The London equation and a LEPS surface for Li₃: a lost factor of one half

The first attempt below is wrong on purpose: it loses a factor ½. Answer each "Predict" before reading on.

Model and conventions

Atoms A, B, C carry one s electron each. Pair 1 is AB, pair 2 is BC, pair 3 is AC. An isolated pair has singlet energy Q + J and triplet energy Q − J, with J < 0 near the bond length and zero energy at separated atoms. London (1929) neglected overlap and multiple exchange, which gives

H = Q₁ + Q₂ + Q₃ − J₁P₁ − J₂P₂ − J₃P₃,

where Pᵢ swaps the spins of pair i (−1 on a singlet, +1 on a triplet). Take two doublets as basis, AB singlet-coupled and AB triplet-coupled. Row by row,

P₁ = [−1, 0; 0, 1], P₂ = [½, √3/2; √3/2, −½], P₃ = [½, −√3/2; −√3/2, −½].

The exchange part is then [a, b; b, −a] with a = J₁ − (J₂ + J₃)/2 and b = −(√3/2)(J₂ − J₃), so E = ΣQ ∓ W with

W² = a² + b² = J₁² + J₂² + J₃² − J₁J₂ − J₂J₃ − J₃J₁.

LEPS (London, Eyring, Polanyi, Sato) takes Q and J from pair curves. With u = exp[−β(r − rₑ)],

¹E = D(u² − 2u) (Morse), ³E = (D/2)(u² + 2u) (anti-Morse).

Sato (1955) introduced a parameter Δ; with his overall divisor 1 + Δ absorbed into Q and J,

Q = (¹E + σ ³E)/2, J = (¹E − σ ³E)/2, σ = (1 − Δ)/(1 + Δ).

Inputs: approximate Li₂ values D = 102 kJ/mol, rₑ = 0.267 nm, β = 8.7 nm⁻¹, and an illustrative Δ = 0.5, so σ = 1/3. We want the energy of linear A–B–C with both bonds at rₑ. Energies are in kJ/mol; decimals serve bookkeeping only and come from unrounded values.

Pairs 1 and 2 (u = 1): ¹E = −102.0, σ ³E = 51.0, Q = −25.5, J = −76.5.
Pair 3 (r = 0.534 nm, βrₑ = 2.323, u = 0.0980): ¹E = −19.01, σ ³E = 3.49, Q₃ = −7.76, J₃ = −11.25.
Hence ΣQ = −58.76 and |J₁ − J₃| = 65.25.

The wrong attempt

(i) Rewrite W² as (J₁ − J₂)² + (J₂ − J₃)² + (J₃ − J₁)². [wrong]
(ii) With J₁ = J₂, W = √2 |J₁ − J₃| = 92.27.
(iii) E = −58.76 − 92.27 = −151.03, which is 49.0 below Li₂ + Li at −D. [wrong answer]

Predict: would an equilateral triangle expose the fault?

It would not. There J₁ = J₂ = J₃, W vanishes with or without the factor, and both sheets meet at 3Q. This is the conical intersection: a and b are linear in the two distortions that break the symmetry, so the gap 2W opens as a cone. The slip changes only its slope.

Predict: what must the lower sheet become when C is pulled away?

The symptom

It must become the Morse curve of AB. With Q₂, Q₃, J₂, J₃ → 0, line (i) gives W = √2 |J₁|, and at rₑ

E = −25.5 − 108.19 = −133.69,

which is 31.7 below the input −102.0. In symbols the limit is ¹E(1 + √2)/2 − σ ³E(√2 − 1)/2: the triplet curve and Δ have leaked into a singlet dimer. The attempt does not return the molecule it was built from. Even against its own faulty limit at rₑ the well would be 17.3, a second wrong figure.

Predict: expand line (i). How often does J₁² occur?

The faulty line and the repair

Twice, once in each bracket that holds J₁; likewise each cross term comes as −2JᵢJⱼ. The sum of squares is 2W², so the London equation reads

E = Q₁ + Q₂ + Q₃ ∓ √{½[(J₁ − J₂)² + (J₂ − J₃)² + (J₃ − J₁)²]}.

For distant C, W = |J₁| and the lower sheet is Q₁ + J₁ = ¹E, as required. For the linear trimer W = 65.25 and E = −124.01, a binding of 22.0. A second route: when J₁ = J₂ < J₃,

E = 2Q₁ + Q₃ + J₁ − J₃ = (3/2) ¹E(r₁) + ½σ ³E(r₁) + σ ³E(r₃) = −153.0 + 25.5 + 3.49,

the same value.

Size of the error: W is too large by √2 − 1, or 41 per cent, wherever it is non-zero. Here the energy is 27.0 kJ/mol too low and the binding 2.2 times too large.

The other half

Predict: drop the ½ in ³E instead. Does the test with distant C catch it?

Not on the lower sheet, since Q + J = ¹E whatever ³E is. The slip doubles σ to 2/3, the value that Δ = 0.2 gives in the correct formula. The linear energy becomes −95.0, which is 7.0 above Li₂ + Li: an error of +29.0 kJ/mol that flips the sign of the binding at this geometry. The upper sheet shows it: for distant C it equals σ ³E, which at rₑ must be 3σD/2 = 51.0 and comes out as 102.0.

What the mended number means

Relaxing both bonds together along the line gives r = 0.282 nm and a well of 25 kJ/mol. These are the model's numbers, set by the assumed Δ. Because ³E(r₃) falls with distance, the branch J₁ = J₂ < J₃ always opens to a straight line. As typical knowledge, real Li₃ is an obtuse isosceles triangle distorted from the equilateral form and bound by roughly 60 kJ/mol against Li₂ + Li, so this model, which lacks explicit overlap and 2p character, has the wrong shape and less than half the binding. A miss as large as the well itself means that a plausible depth cannot vouch for the algebra; the two dissociation limits can.